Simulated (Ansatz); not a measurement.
Redistribution: CBr2F2 + C4H7F → CHBr2F + C4H6F2

Species: CBr2F2 (dibromodifluoromethane) `FC(F)(Br)Br`, singlet; C4H7F `FC1CCC1`, singlet; CHBr2F (dibromofluoromethane) `FC(Br)Br`, singlet; C4H6F2 `FC1CC(F)C1`, singlet. The partners trade F for H; both sit on C, so the bond types are kept.

Shapes, held fixed at every level: PBE0-D4/def2-TZVP. Programs: Ansatz 0.2.0. Electronic energies: no zero-point or thermal term.

| level | kind | ΔE (kJ/mol) | less CCSD(T)/def2-TZVPP | CPU time (sum over the molecules) |
| --- | --- | --- | --- | --- |
| PBE-D4/def2-TZVPP | GGA | +7.4 | +4.1 | 34 s |
| r2SCAN-D4/def2-TZVPP | meta-GGA | +9.8 | +6.5 | 67 s |
| PBE0-D4/def2-TZVPP | global hybrid | +5.3 | +2.0 | 41 s |
| wB97X-V/def2-TZVPP | range-separated hybrid | +4.0 | +0.7 | 100 s |
| B2PLYP/def2-TZVPP | double hybrid | +2.0 | -1.3 | 77 s |
| MP2/def2-TZVPP | perturbation theory | +6.6 | +3.3 | – |
| CCSD/def2-TZVPP | coupled cluster or CI | +1.1 | -2.2 | – |
| CCSD(T)/def2-TZVPP | coupled cluster or CI | +3.3 | 0.0 | 31 min |

The highest level, CCSD(T)/def2-TZVPP, gives ΔE = +3.3 kJ/mol; the levels span +1.1 to +9.8. That is about zero within the method's error. The column of differences is taken from that level and isn't an error. No measured value is set beside it here. Relativity is left out for Br unless named. Correlated rows may include outer-core shells of Br, which these sets cover unevenly. Times are processor times on shared x86 and Arm servers, and rough.

The exchange is close to thermoneutral: moving fluorine from the dibrominated carbon to the cyclobutane ring brings no clear energetic gain or loss. Conserving the bond types removes most of the C–F and C–H bond energy from the balance, leaving the effect of the surroundings. In CBr2F2, the geminal fluorines stabilise each other through lone-pair donation into the neighbouring C–F antibonding orbitals, and this is lost on going to CHBr2F. Against it probably stand the relief of halogen crowding and the favourable placement of fluorine on a more electron-rich ring carbon.

The two semilocal functionals give larger positive values than the hybrids, perhaps because they balance halogen delocalisation and medium-range correlation differently. Triples raise the CCSD value by 2.2 kJ/mol, a shift comparable to the reaction energy itself, so even the sign is not secure. The product is a 1,3-difluorocyclobutane of unspecified cis or trans configuration, and that choice could matter on so small an energy scale.
